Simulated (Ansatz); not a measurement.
**Predicting the next basis: MP2 on SiF4 (silicon tetrafluoride)**

SiF4: 5 atoms, total charge 0, spin state singlet. As SMILES, `F[Si](F)(F)F`. Geometry: relaxed at PBE0-D4/def2-TZVP.

MP2 correlation energies, 9 core orbitals frozen (Ansatz 0.2.0):

| basis | X | correlation energy (Eh) |
| --- | --- | --- |
| cc-pVDZ | 2 | -0.833759 |
| cc-pVTZ | 3 | -1.109082 |
| cc-pVQZ | 4 | ? |

Problem. Take E(X) = E∞ + A/X³, fix the two constants on the known rows and predict the third.

Solution. 
1. A = (-0.833759 − (-1.109082))/(1/8 − 1/27) = 3.12999 Eh.
2. E∞ = -1.109082 − 3.12999/27 = -1.225008 Eh.
3. X = 4: -1.225008 + 3.12999/64 = -1.176102 Eh.

The run gave -1.213386 Eh, so the prediction is off by +37.3 mEh, 36 % of the last step. The small sets lie short of the range where X⁻³ holds, so the true step is larger than predicted.

The quadruple-zeta result already lies close to the fitted limit of -1.225008 Eh, although the correlation energy is still falling substantially from one basis to the next. That limit is therefore almost certainly not negative enough, and the misfit affects the extrapolated energy as well as the predicted row.

The slow convergence reflects the short-range correlation hole: products of smooth orbitals describe the cusp at electron coalescence poorly, and recovering it takes functions of increasingly high angular momentum. In SiF4 most of the valence electrons sit in compact, closely spaced pairs on fluorine, since the Si–F bonds are strongly polarised towards the halogen. The double-zeta set offers these pairs too little radial and angular flexibility, which probably makes it a poor anchor for an asymptotic law. A fit to the triple- and quadruple-zeta energies would be the better-founded estimate. The error found here concerns a total correlation energy and can't be carried over to reaction energies, where part of the basis-set deficiency may cancel.
